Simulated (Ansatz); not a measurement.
# Ca3Y: pressure against volume scale

Free energy against uniform scaling of the volume at fixed shape and fractions; periodic cell, basis, potentials, k mesh and filling as listed. The results are calculated, by Ansatz 0.2.0.

The cell before it is scaled or strained (space group I4/mmm, No. 139):
```
Ca3Y
1.0
     -2.6942     2.6942     5.4620
      2.6942    -2.6942     5.4620
      2.6942     2.6942    -5.4620
Ca Y
3 1
Direct
  0.75000 0.25000 0.50000
  0.25000 0.75000 0.50000
  0.50000 0.50000 0.00000
  0.00000 0.00000 0.00000
```

Settings of every row: functional PBEsol; dispersion none; potentials PAW; wave cutoff 470 eV; density cutoff 1880 eV; k mesh 6x6x6; k shift 0x0x0; occupations fermi dirac; smearing width 0.05 eV; spin none; SCF threshold exponent -9.

Limits: coarse k mesh, up to 40 meV an atom off; stress loosely converged; the cell comes from a prototype or a list of computed structures and needn't be the stable phase.

```
row  volume scale  V (Å³/atom)  pressure (GPa)  energy above lowest point (meV/atom)
  1          0.92       36.475            0.75                                   2.7
  2        0.9467       37.534               ?                                     ?
  3        0.9733       38.589           -0.52                                   1.5
  4             1       39.647           -1.06                                   6.8
  5        1.0267       40.706           -1.55                                  15.4
  6        1.0533        41.76           -1.98                                  27.1
  7          1.08       42.819           -2.37                                  41.4
```

Question: what pressure should row 2 give?

Worked fit of pressure. Take u = (V_r/V)^(2/3) − 1 with V_r = 40.177 Å³ an atom, which is twice the finite (Eulerian) strain; such expansions in the strain, on which the Birch-Murnaghan equation of state is built, carry the rest volume and the bulk modulus. The shown rows have u = 0.06657, 0.02725, 0.00889, -0.00868, -0.02543, -0.04157. Least squares give pressure = −1.311 + 27.6 × u + 50.6 × u² GPa; a straight line predicts inner rows, each left out in turn, worse (root mean square 0.061 against 0.0028 GPa). All shown rows lie on it to the printed digit. The pressure vanishes at u = 0.0440, or V = 37.67 Å³ an atom, and there the bulk modulus at fixed shape and fractions is B = −V dP/dV = (2/3)(1 + u) dP/du = 22.3 GPa. Letting shape and atoms relax would as a rule lower it, by much in layered, chain or molecular crystals. The withheld row has u = 0.04641, so the fit gives −1.311 + 27.6 × (0.04641) + 50.6 × (0.04641)² = 0.08 GPa.

The calculation gave 0.08 GPa. The fit meets it to the printed digit.

The other values of row 2: energy above lowest point 0 meV/atom.
